Student: I have C₆ = μ₁²μ₂²/[3(4πε₀)²(B₁ + B₂)] in my notes for two polar rotors in J = 0, and I don't believe it. A J = 0 state is spherical. It has no dipole.

Lecturer: No mean dipole, so no first-order energy. Hold the centres a distance r apart along z, treat both molecules as rigid linear rotors with energies BJ(J+1), B in joules, and let u₁, u₂ be unit vectors along the dipoles. With g = μ₁μ₂/(4πε₀),

V = (g/r³) v, v = x₁x₂ + y₁y₂ − 2z₁z₂.

Each component of u takes J = 0 to J = 1 only, so every intermediate state lies 2B₁ + 2B₂ up. One denominator means closure: the sum of squared matrix elements is ⟨V²⟩. Since ⟨x²⟩ = 1/3 and cross terms vanish, ⟨v²⟩ = (1 + 1 + 4)/9 = 2/3, and

E = −(2/3)g²/[2(B₁ + B₂)r⁶] = −C₆/r⁶, C₆ = g²/[3(B₁ + B₂)],

which is g²/(6B) for like molecules.

Student: And Keesom?

Lecturer: For classical dipoles the orientational free energy is −⟨V²⟩/(2kT) = −g²/(3kT r⁶). So the J = 0 result is Keesom's with kT replaced by B₁ + B₂. For H³⁵Cl take the approximate inputs μ = 3.70 × 10⁻³⁰ C m and B/hc = 1044 m⁻¹. Then B = 2.074 × 10⁻²² J, B/k = 15.0 K, g = 1.230 × 10⁻⁴⁹ J m³ and C₆ = 1.22 × 10⁻⁷⁷ J m⁶. At 300 K, kT = 4.142 × 10⁻²¹ J and the Keesom coefficient is 1.22 × 10⁻⁷⁸ J m⁶. The ratio is kT/2B = 9.99.

Student: My book has 2g²/(3kT), which would be 2.44 × 10⁻⁷⁸.

Lecturer: That is the mean of V, twice the free energy. The same doubling holds in J = 0: E is quadratic in g, so ⟨V⟩ = g ∂E/∂g = 2E, and half of it is paid back as rotational energy. Compare like with like and the factor ten stands. I use free energies throughout. Now I change one thing at a time, and you give me sign and size before we calculate. Replace H by D in both molecules.

Student: Same electrons, same dipole, same force. Isotopes don't change potentials.

Lecturer: They don't change V as a function of the angles, and they don't change the Keesom value, which contains no moment of inertia. What about the ease of bending a J = 0 state out of its spherical shape?

Student: A heavier rotor has closer levels, so it's softer. More attraction. The reduced mass about doubles, so C₆ about doubles.

Lecturer: With masses 1.00783, 2.01410 and 34.96885 u the reduced masses are 0.97960 and 1.90441 u. At fixed bond length and dipole C₆ rises by 1.944, to 2.37 × 10⁻⁷⁷ J m⁶. Don't keep those figures. The ground-state constant is B_e − α_e/2 with α_e/hc about 31 m⁻¹; that correction is 1.5 % of B in HCl, scales relatively as the inverse square root of the reduced mass to 1.1 % in DCl, and trims the factor by 0.4 %. The vibrationally averaged dipole of DCl is typically about 0.5 % smaller, which the fourth power turns into 2 %. So: a factor 1.9, and 2.3 × 10⁻⁷⁷ J m⁶.

Student: Then two cold DCl molecules attract twice as strongly as two HCl.

Lecturer: Only in this term, and the term has a rival. A J = 0 rotor has the polarisability volume μ²/(4πε₀·3B) = 2.0 × 10⁻²⁸ m³ and one excitation energy, 2B. Put these into London's expression (3/4)Δα′² and you recover g²/(6B). Now put in typical electronic values, α′ ≈ 2.6 × 10⁻³⁰ m³ and Δ ≈ 12.7 eV, the ionisation energy. That gives about 1.0 × 10⁻⁷⁷ J m⁶, an estimate good to tens of per cent. The rotor is 76 times more polarisable, 5.8 × 10³ when squared, but its excitation energy is 4.9 × 10³ times smaller, so the two terms stand at about 1.2 to 1. The mixed term, rotation in one molecule and electrons in the other, is the induction coefficient 2gα′ = 6.4 × 10⁻⁷⁹ J m⁶. The total goes from about 2.3 to about 3.4 × 10⁻⁷⁷ J m⁶ on deuteration, a factor 1.5. Next: deuterate only one partner.

Student: Halfway. Geometric mean, √1.944 = 1.39, as in every combining rule.

Lecturer: What adds in the formula?

Student: The B's, in the denominator. So for equal dipoles 1/C₆ is averaged, a harmonic mean, and that lies lower.

Lecturer: 2/(1 + 1/1.944) = 1.32 in the rigid model, against your 1.39 and an arithmetic mean of 1.47. Both molecules must be excited together, and the stiffer one dominates the cost. However soft you make one partner, at fixed dipoles you gain at most a factor two. Now replace one HCl by LiH, with typical values μ ≈ 19.6 × 10⁻³⁰ C m and B/hc ≈ 741 m⁻¹.

Student: Both changes point upward. The dipole enters squared, (19.6/3.70)² = 28, and B can give less than two. Between 28 and twice that, near the low end.

Lecturer: The B factor is 2 × 1044/(1044 + 741) = 1.17, the product 33, and C₆ = 4.0 × 10⁻⁷⁶ J m⁶. Keesom would give the 28 alone. The price is that the formula holds only further out, which brings us to distance. Bring two HCl from 2 nm to 1 nm.

Student: Factor 64. But the condition is g/r³ ≪ B, and equality comes at r* = (g/B)^(1/3) = 0.84 nm. At 1 nm, λ = g/(r³B) = 0.593. That's not small. The series must be failing, and I'd guess the true binding is stronger, because the dipoles lock.

Lecturer: Think about locking. Fully aligned dipoles have −2g/r³, linear in λ, and no state can lie below that. A curve that starts as −λ²/6 must bend upward in the end.

Student: So saturation, weaker than r⁻⁶. By tens of per cent?

Lecturer: Calculate. Third order vanishes by parity. In units of B the fourth-order coefficient is −(1/16) Σ |⟨n|v²|0⟩|²/Eₙ, over n other than the ground state, plus the renormalisation term (1/6)(2/3)/16 = 1/144. Acting on the ground state, v² reaches (J₁,J₂) = (0,0), (2,0), (0,2), (2,2) at energies 0, 6, 6, 12. Averaging v² over molecule 2 leaves (1 + 3z₁²)/3 = 2/3 + (z₁² − 1/3), so (0,0) has weight 4/9 and (2,0) has 1/5 − 1/9 = 4/45. The total is ⟨v⁴⟩ = ⟨(1 + 3z²)²⟩/5 = 24/25, which leaves 24/25 − 4/9 − 8/45 = 76/225 for (2,2). The sum is (8/45)/6 + (76/225)/12 = 13/225, and −13/3600 + 1/144 = 1/300:

E/B = −λ²/6 + λ⁴/300.

The relative correction is −λ²/50, only 0.7 % at 1 nm. Your sign is now right; the condition is milder than it looks. For HCl–LiH the matching length, where g/r³ equals the mean of the two B's, is 1.5 nm.

Student: So 64 it is.

Lecturer: For dipoles. HCl also has a quadrupole, Θ ≈ 1.2 × 10⁻³⁹ C m² about the centre of mass, defined by the potential ΘP₂(cos θ)/(4πε₀r³). Its squared field averages to 3Θ²/[(4πε₀)²r⁸], so the dipole–quadrupole ⟨V²⟩ is μ²Θ²/[(4πε₀)²r⁸], with denominator 2B + 6B, and there are two such terms. Relative to C₆/r⁶ this is (3/2)(Θ/μr)²: 16 % more attraction at 1 nm, 4 % at 2 nm. That correction, not the fourth order, limits the formula from inside.

Student: And from outside? Retardation?

Lecturer: It sets in near ħc/Δ. For the electrons that is about 16 nm, for the rotor ħc/2B = 76 µm. At 1 µm the electronic term, by the Casimir–Polder limit 23ħcα′²/(4πr⁷), has dropped to about 4 % of its London form, while the rotational term is intact. Now the change of state. Put one molecule in J = 1.

Student: One intermediate state has moved, so C₆ changes by some factor of order one.

Lecturer: List the pair states at the energy 2B.

Student: First molecule excited or second molecule excited, three orientations each. Six, degenerate. And V connects |0,1⟩ with |1,0⟩ directly. The denominator is zero.

Lecturer: So the energy is first order. Each molecule contributes ⟨0|z|1z⟩ = 1/√3. For excitation polarised along the axis the coupling is −2g/(3r³): the combination |0,1⟩ + |1,0⟩ is attractive by 2g/(3r³), the difference repulsive by as much. For the two transverse polarisations the coupling is +g/(3r³) and the roles reverse. Size against the J = 0 pair?

Student: (2/3)λ over λ²/6, so 4/λ. It wins more the further out you go.

Lecturer: At 2 nm, λ = 0.0742. The axial shifts are ±1.03 × 10⁻²³ J, the transverse ±5.13 × 10⁻²⁴ J, and the J = 0 pair has −1.90 × 10⁻²⁵ J, smaller than the axial shift by 54. The six shifts sum to zero, so there is no single sign to predict. The axial–transverse pattern also has an outer limit: the chlorine nuclear quadrupole spreads J = 1 over roughly 30 MHz, which the axial shift equals at about 16 nm.

Student: Let me pick one. Change one chlorine from 35 to 37. That has to be negligible.

Lecturer: For which pair?

Student: For J = 0 with J = 0. Reduced mass up a little, C₆ up a little.

Lecturer: With 36.96590 u the reduced mass is 0.98108 u, up by 0.152 %; B/hc falls by ΔB/hc = 1.58 m⁻¹, and with one partner changed C₆ rises by 0.076 %. Negligible. And for J = 0 with J = 1?

Student: The degeneracy is broken, by 2ΔB. Tiny, but compared with zero nothing is tiny.

Lecturer: The axial pair becomes a two-level problem with energies ±√(ΔB² + W²) about the centre, W = 2g/(3r³). W equals ΔB at 6.4 nm. Well inside, the r⁻³ law survives. Well outside, the shift is ±W²/(2ΔB), an r⁻⁶ law with coefficient 2g²/(9ΔB), which is (4/3)B/ΔB = 8.8 × 10² times the ground-state C₆. The sign is now fixed by which molecule holds the quantum: on H³⁷Cl, the lower level, the pair attracts; on H³⁵Cl it repels. The detuning 2ΔB/h is 0.95 GHz, the hyperfine spread is 3 % of that, and so two figures are all the coefficient deserves.

Student: What if I avoid resonance: both in J = 1, or one in J = 2? Surely a second-order term still attracts.

Lecturer: Only for the ground state is that guaranteed. Average over all m of both molecules. Isotropy then gives each channel the same 2/3, times a branching weight per molecule: (J+1)/(2J+1) upward at cost 2B(J+1), and J/(2J+1) downward at cost −2BJ. Write C₆ = (2/3)(g²/B)S, S being the sum of weight products over total cost in units of B. For (0,0), S = 1/4. Predict (0,2).

Student: Channel (1,3) costs 8 with weight 3/5. Channel (1,1) lies below, at 4 against 6, cost −2, weight 2/5. The near one pushes up. S = 3/40 − 1/5 = −1/8. Repulsive, at half strength.

Lecturer: And (J,J)?

Student: Up-up gives (J+1)/4, down-down −J/4, the two mixed channels cost 2 each and give J(J+1) together, all over (2J+1)². The numerator is J² + J + 1/4 = (2J+1)²/4. So S = 1/4 for every J. The same C₆ as the ground state.

Lecturer: On average over m. Single states differ, and they also feel a first-order quadrupole–quadrupole term: between two rotating molecules, and as an exchange between (0,2) and (2,0). Its scale Θ²/(4πε₀r⁵) is 4.0 × 10⁻²⁵ J at 2 nm, larger than the r⁻⁶ energy there. It averages to zero over the states, but state by state it leads.

Student: Then here's my real objection. If equal-J pairs keep the full C₆, why is the 300 K value ten times lower? And what happens in between? I'd draw a plateau, then a smooth fall onto 1/T, the two lines crossing at 2B/k = 30.0 K.

Lecturer: At 300 K most pairs have unequal J, and those differing by two or more can repel, as you just found. The thermal sum handles it all at once. With β = 1/kT and V(τ) = exp(τH₀)V exp(−τH₀), the second-order free energy at fixed r is −(1/2)∫⟨V(τ)V(0)⟩dτ over 0 to β. Isotropy gives

C₆(T) = (g²/3) ∫ c(τ)² dτ, c(τ) = ⟨u(τ)·u(0)⟩.

Put τ = β/2 + s and pair the transition J → J+1 with its reverse, n = J+1. The two levels sum to 2Bn² and differ by 2Bn, so

c = (2/q) Σ n exp(−βBn²) cosh(2nBs), n ≥ 1, q = Σ (2J+1) exp[−βBJ(J+1)].

At high T, c → 1 and the integral is β: Keesom. The Euler–Maclaurin expansion of both sums gives c ≈ 1 − 2Bτ(β − τ)/β, so C₆(T) is Keesom's value times 1 − 2B/(3kT). At 300 K that is 3.3 % down; the full sum gives 0.967 of Keesom, or 0.097 of the J = 0 value. At kT = 2B the full sum gives 0.72 of the common value of your two lines.

Student: As I drew it. Rounded corner, below both.

Lecturer: Now warm up from zero, to 10 K. Sign?

Student: Down. Thermal motion only ever spoils correlation.

Lecturer: Which pairs appear first?

Student: (0,1) and (1,0), with total probability 6x, x = exp(−2βB). The resonant ones. But their shifts sum to zero.

Lecturer: Their unweighted shifts. In equilibrium the lowered states are more populated, and shifts w symmetric about zero contribute −β⟨w²⟩/2. Here ⟨w²⟩ = (2/9)g²/r⁶, which in the measure of S is βB/6. The remaining channel, (1,2), has weight 2/3 and cost 6, giving 1/9. These pairs replace ground pairs worth 1/4, so

C₆(T)/C₆(0) ≈ 1 + 6x(1/9 + βB/6 − 1/4)/(1/4) = 1 + x(4βB − 10/3).

Student: Positive for βB above 5/6. So it first goes up.

Lecturer: At βB = 1.5, which is 10.0 K, the leading form gives 1.13. The full sum, with q = 1.150, gives 1.10. A ten per cent rise in the rotational term before the fall.

Student: That's a Keesom mechanism hiding in the quantum regime: first-order energies of both signs, sorted by a Boltzmann factor.

Lecturer: It is, and it carries Keesom's conditions. The pair states must be in equilibrium at the given r, and the shifts must be small against kT; at 2 nm and 10.0 K the axial shift is 0.074 kT. HCl has next to no vapour at that temperature, so read the figure as a property of an isolated pair with thermally populated levels. Molecules prepared in J = 0 and left there keep g²/(6B) whatever their speed, provided the encounter is slow on the time scale ħ/4B, which is 0.13 ps, so that it excites no rotation.